Whoever builds a small model of the filled oxygen bands of SnO2 must first decide how many kinds of oxygen function it needs. With four functions on each oxide ion, the simplest choice gives all four the same energy. In this r2SCAN calculation that choice fails by several electronvolts for one function in four. A second kind of function repairs nearly all of the damage, and a third would correct only about a tenth of an electronvolt.

Maximally localised Wannier functions of SnO2 (P4_2/mnm) from O 2s and 2p trial orbitals, computed with Ansatz 0.2.0 using r2SCAN, PAW and plane waves (500 eV cutoff) at the r2SCAN geometry. The k-point and Wannier meshes are both 4×4×6. On-site energies are relative to the valence-band top; x, y and z are Cartesian coordinates of the function centres.

```csv
row,function spread (angstrom^2),function on site (eV),function x (Å),function y (Å),function z (Å)
1,1.020,-8.136,1.621,1.672,-0.386
2,1.020,-8.136,0.708,4.001,1.987
3,1.020,-8.136,3.140,3.088,0.386
4,1.020,-8.136,4.053,0.759,1.214
5,1.020,-8.136,1.621,1.672,0.386
6,0.978,-8.284,1.111,1.174,0.000
7,0.846,-2.082,1.547,1.382,0.000
8,1.020,-8.136,0.708,4.001,1.214
9,0.846,-2.082,0.998,3.928,1.600
10,0.978,-8.284,1.206,3.491,1.600
11,1.020,-8.136,3.140,3.088,-0.386
12,0.978,-8.284,3.650,3.586,0.000
13,0.846,-2.082,3.213,3.379,0.000
14,1.020,-8.136,4.053,0.759,1.987
15,0.846,-2.082,3.762,0.833,1.600
16,0.978,-8.284,3.554,1.269,1.600
```

The sixteen rows are one set of four functions, repeated on four equivalent oxygen atoms. Each oxygen sits in the plane of three tin neighbours, and three of its functions have their centres displaced towards those neighbours, by nearly half an ångström. These are the bond functions. The fourth (rows 7, 9, 13 and 15) stays close to the oxygen and is the lone pair. It breaks the pattern, because its on-site energy, the average energy of an electron placed in that function, lies 6.1 eV above the mean of the bond functions.

Four equal functions are a sensible starting point, because they are what the method would give for an isolated closed-shell oxide ion. The calculation mixes the filled states until the functions are as compact as possible. On a single atom this amounts to pushing the four centres as far from the nucleus as possible. If function $i$ has a share $w_i$ of 2s and the rest of 2p, the squared displacement of its centre is proportional to $w_i(1-w_i)$. The four shares add up to one, so the sum of the squares is proportional to

$$1-\sum_i w_i^2 .$$

This is largest when each share is a quarter, which gives the familiar four tetrahedral hybrids. Three hybrids in a plane with a third of the 2s each, plus a pure 2p function, come close behind, with 2/3 against 3/4. The free ion thus prefers the tetrahedral set only weakly, and a modest influence from the neighbours can overturn the preference. In the crystal, tin atoms lie in three directions within one plane. Splitting a bond between two functions is expected to cost compactness, so the calculation settles on one function for each bond, and the 2p orbital perpendicular to the plane is left over.

The energy of the lone pair follows from what it lacks. The 2s level of oxygen lies far below 2p, by roughly 15 eV in the free atom (a rough, recalled value). A bond function with a third of 2s character is lowered by a third of that distance, $15/3 = 5$ eV, while a pure 2p function is not lowered at all. The estimate takes no energy from the table and accounts for most of the 6.1 eV. Bonding with the empty orbitals of tin should lower the bond functions further, but the recalled value is too rough for the remainder to be read as the size of that effect.

The lone pair is also the most compact function, although it is the highest in energy. Its function spread, the mean squared extent about its own centre, is 0.85 Å², against about 1.0 Å² for the bond functions. Intuition says that a weakly bound electron should spread out more. That would hold if the functions differed only in how tightly the oxygen nucleus holds them, but they also differ in where they reach.

Measuring the extent from the oxygen nucleus instead of from each centre makes this visible. The mean squared distance is then 0.86 Å² for the lone pair and 1.22 Å² for the bond functions. Mixing in 2s cannot explain the excess, because the 2s orbital of oxygen is no wider than 2p. The natural reading is that the bond functions have tails on tin. Since tin is 2 Å away, a tail holding something like a tenth of the function would be enough, which still leaves the bond functions mostly on oxygen.

The lone pair is not a perfect 2p orbital. Its centre lies 0.12 Å off the plane of the tin neighbours, about a quarter of the displacement of a bond function. This looks like a remnant of the tetrahedral preference: a little 2s mixed into the lone pair moves its centre outwards and makes the whole set more compact. The three bond functions shift to the other side, and the four shifts cancel within the rounding of the table. This is expected, because the plane is a mirror plane of the crystal: if the four functions together respect it, they can have no net shift across it. A single function need not respect it, and the mirror image of the set would serve equally well.

The second break is much smaller. On each oxygen, one bond function (rows 6, 10, 12 and 16) lies 0.15 eV below the other two. It points to the tin atom opposite the narrowest Sn–O–Sn angle, which is 102°, while the other two angles are near 129°. Symmetry permits such a difference, and it is far larger than the scatter between equivalent rows.

A rule that links the angles between hybrids to their 2s shares offers a possible cause. Hybrids that are close in angle must contain more 2p, which leaves more of the deep 2s for the one opposite. The rule predicts the right order but not the size. If the hybrids followed the bonds exactly, and if the 2s–2p distance were three times the 6.1 eV found above, the splitting would be about 9 eV. Taking the angle between the function centres, 111°, instead of the bond angle still gives nearly 4 eV. Even this angle is probably too narrow, because a tail on tin draws each centre towards its bond. If the hybrids on oxygen opened to three equal angles, their 2s shares would be equal and this source of splitting would vanish.

The hybrids therefore do not simply follow the bonds, or other contributions to the energy offset the difference in 2s character. The local electric field and the bonding with tin could both do so. The 2s share of each final function would help to decide, but it was not computed. The cause of the small splitting remains open.

For the model builder the order of importance is clear. One common energy for all sixteen functions misses the computed values by 2.6 eV on average (root mean square), whereas one level for the bond functions and another for the lone pairs miss by 0.06 eV. Both choices use averages over these same rows, so the small miss shows how alike the bond functions are and does not test a prediction; the printed analysis below gives the details. The two levels are averages over bands, not positions of bands, so the couplings between functions are still needed to obtain the bands. The levels also belong to this particular set of functions. A tetrahedral set mixed from the same states would give the same bands, but its energies should be more equal, and its couplings within each oxygen should be larger in total, measured by the sum of their squares. The band gap lies outside such a model, because it contains no empty states.

What carries over is a way of looking at an oxide ion: find the directions in which its cations lie, and ask whether a 2p orbital is left without one. In SnO2 each oxygen has one such orbital. It gains little from 2s or from the metal, so it stays high in energy and close to the oxygen.

Output of the analysis:

```
mean on-site energy of all functions (eV): -6.66
lone pair above that mean (eV): 4.578
rms miss of four equal hybrids (eV): 2.644
rms miss of three equal sigma functions and a lone pair (eV): 0.06042
lone pair above mean of sigma functions (eV): 6.103
single sigma function less the paired ones (eV): -0.148
centre to O distance of paired sigma functions (angstrom): 0.4691
centre to O distance of single sigma function (angstrom): 0.4514
lone pair centre off the OSn3 plane (angstrom): 0.117
sum of the four off-plane shifts at the first O (angstrom): 1.527e-16
second moment about O of lone pair (angstrom^2): 0.8597
second moment about O of sigma functions (angstrom^2): 1.221
crude share of a sigma function at Sn (order of magnitude): 0.08513
narrow Sn-O-Sn bond angle (degrees): 101.8
angle between the two matching centres in the plane (degrees): 111.3
crude sigma splitting if hybrids follow the bonds (eV): -9.006
crude sigma splitting if hybrids follow the centres (eV): -3.651
```
